# Moments of the local DOS and ring counting: simple lattices, diamond Ge and networks with five-membered rings

## The theorem

Take an orthonormal basis of local orbitals $|i\rangle$ and a bounded one-electron Hamiltonian $H$ with eigenstates $|\alpha\rangle$. The local density of states (LDOS), per spin and normalised to one, is

$$n_i(E)=\sum_\alpha |\langle i|\alpha\rangle|^2\,\delta(E-E_\alpha).$$

Multiply by $E^p$, integrate, and use $\sum_\alpha E_\alpha^p|\alpha\rangle\langle\alpha|=H^p$. Then insert $\sum_j|j\rangle\langle j|=1$ between the factors of $H$:

$$\mu_p(i)=\int E^p n_i(E)\,dE=\langle i|H^p|i\rangle=\sum_{j_1\dots j_{p-1}}H_{ij_1}H_{j_1j_2}\cdots H_{j_{p-1}i}.$$

This is the moments theorem of Cyrot-Lackmann (1967): $\mu_p(i)$ is a sum over closed paths of $p$ steps that start and end on $i$, each weighted by the product of its matrix elements. No periodicity is used, and $\mu_p(i)$ sees only atoms within $p/2$ hops. The theorem therefore serves surfaces, defects and amorphous networks alike.

**Conventions.** One s orbital per atom, on-site energy zero, hopping $-t$ with $t>0$ on every bond, so $H=-tA$ with $A$ the adjacency matrix. Then $\mu_p(i)=(-t)^pW_p(i)$, where $W_p(i)$ counts closed walks. $r_n(i)$ is the number of $n$-membered rings through $i$, meaning *all* simple cycles of $n$ bonds, with or without shortcuts. Ring codes that report only shortest-path rings give smaller numbers.

## Counting up to four steps

- Two steps: out and back, $W_2=z_i$.
- Three steps: only triangles, run in two directions, $W_3=2r_3$.
- Four steps $i\to j\to k\to l\to i$: either $k=i$ ($z_i^2$ walks), or $k\ne i$ and $l=j$ ($z_j-1$ walks for each neighbour $j$), or the four sites differ and form a ring.

$$W_4(i)=z_i^2+\sum_{j\sim i}(z_j-1)+2r_4(i)\;\longrightarrow\; z(2z-1)+2r_4\quad\text{for uniform } z .$$

A threefold atom with fourfold neighbours, such as a dangling-bond site in Ge, has $W_2=3$ and $W_4=18$, and each of its neighbours has $W_4=27$.

To compare shapes, remove the width and the skew with

$$s=\frac{\mu_4}{\mu_2^2}-\frac{\mu_3^2}{\mu_2^3}-1=1-\frac1z+\frac{2r_4}{z^2}-\frac{4r_3^2}{z^3}.$$

Two delta functions give $s=0$, a rectangular band $s=0.8$ and a semi-elliptic band $s=1$. Small $s$ thus means weight pushed out to the flanks, and large $s$ a central peak with long tails. It is a marker of tendency, not a sharp criterion.

| lattice | $z=\mu_2/t^2$ | $\mu_3/t^3$ | $z(2z-1)$ | $r_4$ | $\mu_4/t^4$ | $s$ |
|---|---|---|---|---|---|---|
| chain | 2 | 0 | 6 | 0 | 6 | 0.500 |
| honeycomb | 3 | 0 | 15 | 0 | 15 | 0.667 |
| diamond | 4 | 0 | 28 | 0 | 28 | 0.750 |
| square | 4 | 0 | 28 | 4 | 36 | 1.250 |
| sc | 6 | 0 | 66 | 12 | 90 | 1.500 |
| bcc | 8 | 0 | 120 | 48 | 216 | 2.375 |
| fcc | 12 | −48 | 276 | 132 | 540 | 1.417 |

**Reading the trend.** Retraced walks alone give $s=1-1/z<1$. Chain, honeycomb and diamond have no rings below six members and sit exactly on this value. Only four-rings lift $s$ above one, and they count as $r_4/z^2$: diamond and the square lattice share $z$ and $\mu_2$ and differ by the eight ring walks. In bcc, 6 sites are reached from the origin by 4 two-step paths and 12 sites by 2 paths. Each pair of paths to one site is a ring, so $r_4=6\binom42+12\binom22=48$. In fcc the 24 triangles give $\mu_3=-48t^3$. The sign says that the long tail lies on the bonding side, as in the band $-4t(\cos x\cos y+\cos y\cos z+\cos z\cos x)$, with $(x,y,z)=\mathbf k a/2$, which runs from $-12t$ to only $+4t$. All the other lattices are bipartite: without odd rings every odd moment vanishes and $n_i(E)=n_i(-E)$.

## Fourfold networks: the first four moments are blind

Every fourfold network without three- and four-rings has $\mu_2=4t^2$, $\mu_3=0$, $\mu_4=28t^4$. Crystal and glass first differ at $p=5$. A closed walk of odd length must contain an odd ring, so five steps can only run round a five-ring. Six steps either retrace fully, as on a tree (Bethe lattice), where $W_6=z(5z^2-6z+2)$, or run round a six-ring:

$$\mu_5(i)=-2r_5(i)\,t^5,\qquad \mu_6(i)=[232+2r_6(i)]\,t^6 .$$

The recursion (Lanczos) chain started on $i$ turns these into coefficients of the continued fraction

$$G_{ii}(E)=\cfrac{1}{E-a_0-\cfrac{b_1^2}{E-a_1-\cfrac{b_2^2}{E-a_2-b_3^2\,g(E)}}},$$

with $g$ the Green function of the rest of the chain and $n_i=-\pi^{-1}\,\mathrm{Im}\,G_{ii}(E+i0)$. The theorem applies to the chain too. From $\mu_1=\mu_3=0$ follows $a_0=a_1=0$, and then $\mu_2=b_1^2$, $\mu_4=b_1^2(b_1^2+b_2^2)$, $\mu_5=b_1^2b_2^2a_2$ and $\mu_6=b_1^2(b_1^2+b_2^2)^2+b_1^2b_2^2(a_2^2+b_3^2)$. With $b_1^2=4t^2$ and $b_2^2=3t^2$ the first term of $\mu_6$ is $196t^6$, so

$$a_2=-\frac{r_5}{6}\,t,\qquad b_3^2=\Big(3+\frac{r_6}{6}-\frac{r_5^2}{36}\Big)t^2 .$$

Moments average linearly over sites, so the same formulas with mean $r_n$ describe the total DOS.

Inputs for the comparison:

- **Diamond Ge**: $r_6=12$. The band is $\pm t|f|$ with $|f|^2=16(\cos^2x\cos^2y\cos^2z+\sin^2x\sin^2y\sin^2z)$ and $(x,y,z)=\mathbf k a/4$, whose zone average of $|f|^6$ is 256.
- **Amorphous model**: fourfold, no three- or four-rings, 0.4 five-rings and 0.9 six-rings per atom. These are illustrative values, typical of continuous random network models. A ring passes through $n$ atoms, so the mean $r_5=2.0$ and $r_6=5.4$.
- **Clathrate-II framework** Ge$_{136}$, as the five-ring-rich limit. The cubic cell holds 16 cages with 12 pentagons and 8 cages with 12 pentagons and 4 hexagons. Each face is shared by two cages, giving 144 pentagons and 16 hexagons. Their 816 corners equal the six bond angles on each of 136 atoms, so every angle lies in one face. All bonds are eclipsed (torsions near 0 or ±120°), and a five- or six-ring with near-tetrahedral angles cannot contain a 120° torsion, so the faces are the only such rings. The 96g atoms carry the hexagon corners.

| network | $r_5$ | $r_6$ | $\mu_5/t^5$ | $\mu_6/t^6$ | $a_2/t$ | $b_3^2/t^2$ |
|---|---|---|---|---|---|---|
| tree, $z=4$ | 0 | 0 | 0 | 232 | 0 | 3 |
| diamond | 0 | 12 | 0 | 256 | 0 | 5 |
| amorphous model, mean | 2.0 | 5.4 | −4.0 | 242.8 | −0.33 | 3.79 |
| clathrate II, 96g | 5 | 1 | −10 | 234 | −0.83 | 2.47 |
| clathrate II, 8a and 32e | 6 | 0 | −12 | 232 | −1 | 2 |

A quick test for a walk-counting code is the dodecahedron ($z=3$, $r_5=3$, no six- or seven-rings): $W_5=6$, $W_6=87$, $W_7=84$. The last number arises because a five-ring with one retraced bond closes in seven steps. There are 2 directions, $5(z-1)$ distinct places for the extra bond and 7 starting points, so each ring adds $70(z-1)$ to $\mathrm{Tr}\,A^7$.

## What five-rings do to the band

**Skew.** Cutting the chain after $a_2$ gives three levels, the roots of $E^3-a_2E^2-7t^2E+4t^2a_2=0$, with weights $w=[1+E^2/4t^2+(E^2-4t^2)^2/12t^4]^{-1}$. They form the Gauss quadrature that reproduces $\mu_0$ to $\mu_5$.

| $a_2/t$ | nodes $E/t$ | weights |
|---|---|---|
| 0 (diamond, tree) | −2.65, 0, 2.65 | 0.29, 0.43, 0.29 |
| −1/3 (amorphous model) | −2.72, −0.19, 2.58 | 0.26, 0.43, 0.31 |
| −1 (clathrate 8a, 32e) | −2.93, −0.55, 2.48 | 0.21, 0.45, 0.34 |

All nodes move down, to first order by $4|a_2|/7$ in the middle and $3|a_2|/14$ outside. Since $\mu_1$ stays zero, weight passes from the lowest node to the highest. The bonding side thins into a tail and the antibonding side piles up at lower energy.

**Edges.** The uniform state has $E=-4t$ on any fourfold network, so the bottom does not move. For the top, a normalised state obeys

$$\langle H\rangle=4t-t\sum_{\rm bonds}|\psi_i+\psi_j|^2 .$$

The value $+4t$ needs alternating signs on every bond, which an odd ring forbids. On a pentagon the bond sum is a circulant form with eigenvalues $2+2\cos(2\pi m/5)$, the least being $2-2\cos(\pi/5)=0.382$. In clathrate II each bond lies in three faces and each atom in at least five pentagons, so

$$E_{\max}\le 4t-\tfrac53(0.382)\,t=3.363\,t .$$

A random network allows no such bound, because rare regions free of odd rings can carry a thin tail towards $+4t$.

**Central dip.** In diamond, the real and imaginary parts of $f$ vanish together only on lines (X–W), so $n(0)=0$ exactly. Close the fraction with a uniform chain, $a_\infty=0$ and hopping $b_\infty$, for which $g(i0)=-i/b_\infty$:

$$n(0)=\frac{3}{4\pi}\,\frac{b_3^2/b_\infty}{a_2^2+b_3^4/b_\infty^2}.$$

For the tree, $b_\infty=\sqrt3\,t$ is exact and $n(0)=0.138/t$. With $b_\infty=2t$, which places the edges at $\pm4t$, diamond gives $0.095/t$ and the amorphous model $0.122/t$. The dip fills mainly because $r_6$, and with it $b_3^2$, falls. The truncation error for diamond is the whole $0.095/t$, against a difference of $0.027/t$ between the networks. Six moments give the direction of the change and not its size.

**A rival term.** Disorder in nearest-neighbour hoppings creates no odd moments on a bipartite network, but second-neighbour hopping $-t_2$ does. Without three- and four-rings its matrix is $A^2-4$. To first order in $t_2$ this gives $\mu_3=-3(W_4-4W_2)t^2t_2=-36t^2t_2$ for all these networks, and an extra $-5(W_6-4W_4)t^4t_2$ in $\mu_5$, which is $-720t^4t_2$ for diamond and $-654t^4t_2$ for the amorphous model. The difference between them becomes $\Delta\mu_5=-4t^5+66t^4t_2$ and cancels at $t_2/t\approx0.06$. Ring diagnostics belong to the spectrum of $A$, not to the raw moments of a fuller Hamiltonian.

## From the s band to eV in Ge

Ge has four valence orbitals. The s band enters through the model of Weaire and Thorpe (1971): four sp³ hybrids per atom, coupled by $V_1<0$ on the same atom and by $V_2<0$ along a bond. Let $P$ project on the atomic s combinations and $T$ swap the two hybrids of a bond, $T^2=1$. Then $H=-V_1+4V_1P+V_2T$. With $u=E+V_1$ the eigenvalue equation gives $\psi=4V_1(u+V_2T)(u^2-V_2^2)^{-1}P\psi$. Apply $P$ and use $PTP=A/4$ in the s space. For each eigenvalue $\lambda$ of $A$ (one-band energy $-t\lambda$),

$$E_\pm(\lambda)=V_1\pm\sqrt{4V_1^2+V_2^2+V_1V_2\lambda}.$$

States with $P\psi=0$ and $T\psi=\psi$ form a flat p-bonding level at $E_v=V_2-V_1$, one state per atom. This level and the branch $E_-$ hold the four electrons per atom. For $|V_2|>2|V_1|$ the valence width is $E_v-E_-(4)=4|V_1|$, and in diamond the gap $E_+(-4)-E_v=2|V_2|-4|V_1|$ lies at Γ.

Two inputs fix the parameters. A typical valence width of 12.6 eV gives $V_1=-3.15$ eV. The compiled direct gap of 0.8 eV (Waroquiers 2013) then gives $V_2=-6.70$ eV. The model does not yield the smaller fundamental gap, compiled as 0.66 eV (Wing 2021), and it omits the spin-orbit splitting, compiled as 0.3 eV (Peralta 2006).

The model's numbers follow from $4V_1^2+V_2^2=84.58$ eV² and $V_1V_2=21.105$ eV².

- The dip at $\lambda=0$ falls 8.80 eV below $E_v$ and splits the s-like valence states of the crystal into two groups. The slope there, an effective $t$, is $V_1V_2/2\sqrt{84.58\ \mathrm{eV^2}}=1.15$ eV.
- The middle Gauss node of the amorphous model, $\lambda=+0.19$, lies 0.22 eV deeper than the middle node of diamond.
- Odd rings raise $\lambda_{\min}$ above $-4$. This lifts the conduction edge and leaves $E_v$ fixed, so five-rings widen the gap rather than fill it. For clathrate II, with the same $V_1$ and $V_2$, $\lambda_{\min}\ge-3.363$ gives a gap of at least 4.1 eV.

The last number is the model's and is far too large. Gaps typically quoted for the Ge clathrate-II framework are of order 1 eV, so the model overshoots about fourfold. One cause is visible in the formula: at $\lambda=-4$ the root is only $|V_2|-2|V_1|=0.40$ eV, so $dE_+/d\lambda=26$ eV and the edge reacts violently to a small change in $\lambda_{\min}$. The couplings between hybrids on different bonds, which broaden the flat p level into a band, are also absent. Ring counts are a sound guide to the shape of the deep s-like valence states, where the map $E_-(\lambda)$ is smooth. For the gap they give a direction within this model and no usable value.